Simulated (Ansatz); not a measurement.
# La vacancy in LaInPt4, calculated

Level of theory: PBEsol, no spin polarisation, scalar-relativistic; Ansatz, plane waves to 420 eV (PAW set soft_2), k-mesh 3×3×3.

The relaxed host crystal (no gap at this level of theory):

```yaml
crystal:
  lattice:
    - [0.00000, 3.81909, 3.81909]
    - [3.81909, 0.00000, 3.81909]
    - [3.81909, 3.81909, 0.00000]
  atoms:
    - { symbol: In, position: [0.25000, 0.25000, 0.25000] }
    - { symbol: La, position: [0.00000, 0.00000, 0.00000] }
    - { symbol: Pt, position: [0.62432, 0.12705, 0.62432] }
    - { symbol: Pt, position: [0.62432, 0.62432, 0.12705] }
    - { symbol: Pt, position: [0.62432, 0.62432, 0.62432] }
    - { symbol: Pt, position: [0.12705, 0.62432, 0.62432] }
```

Supercell of 24 atoms, rows of the matrix [[-1,1,-1],[-1,1,1],[1,1,-1]] times the cell vectors; La vacancy at (0.000, 0.000, 0.000) in fractions of the cell above. Atoms are relaxed at the host's cell. The cell loses 1 of its 4 La, so this is a heavily defective crystal.

Distances from the empty La site (Å), by shell of the perfect crystal:

| shell | perfect crystal | relaxed, charge 0 |
| --- | --- | --- |
| 12 Pt | 3.17 | 3.19 |
| 4 In | 3.31 | 2.57 |

```
charge  gap of the cell on the mesh (eV)
     0                              0.00
```

Formation energy of the neutral defect: 3.73 eV, taking atoms from and to the elements' standard states (no corrections for gases), so it belongs to those chemical potentials alone.

Relaxed cell at charge 0:

```
LaInPt4 V_La charge 0
1.0
     0.0000   -7.6382    0.0000
     7.6382    0.0000    0.0000
     0.0000    0.0000    7.6382
In La Pt
4 3 16
Direct
  0.3059 0.8059 0.3059
  0.6941 0.1941 0.3059
  0.3059 0.1941 0.6941
  0.6941 0.8059 0.6941
  0.0000 0.5000 0.5000
  0.5000 0.5000 0.0000
  0.0000 0.0000 0.0000
  0.8775 0.8737 0.3737
  0.3737 0.3775 0.3737
  0.8768 0.3768 0.8768
  0.3737 0.8737 0.8775
  0.1225 0.8737 0.6263
  0.6263 0.3775 0.6263
  0.1232 0.3768 0.1232
  0.6263 0.8737 0.1225
  0.8775 0.1263 0.6263
  0.3737 0.6225 0.6263
  0.8768 0.6232 0.1232
  0.3737 0.1263 0.1225
  0.1225 0.1263 0.3737
  0.6263 0.6225 0.3737
  0.1232 0.6232 0.8768
  0.6263 0.1263 0.8775
```

Caveats: small supercell, so energies and levels can be off by tenths of an eV; the atoms kept the symmetry of the start, so a distorted state could lie lower.

The vacancy relaxes almost entirely through indium: the four In neighbours move inward from 3.31 to 2.57 Å from the empty site, while the twelve Pt stay nearly in place (3.17 to 3.19 Å). In the host, In sits in a Pt cage that is large for it. Removing La lets each In move off-centre towards the Pt hexagon facing the vacancy, which shortens six of its In–Pt contacts to about a normal bonding length. The In atoms remain too far apart for ordinary In–In bonds, so the gain probably comes from stronger In–Pt bonding, helped by the loss of repulsion from the electropositive La. The stiff, mutually bonded Pt framework has little reason to collapse.

The positive formation energy of 3.73 eV fits the strong bonding expected between an electropositive early metal and Pt. As the host is metallic, the missing La electrons are accommodated by the Fermi sea rather than by a gap level. Whether La deficiency would instead be taken up by In on the La site remains open.
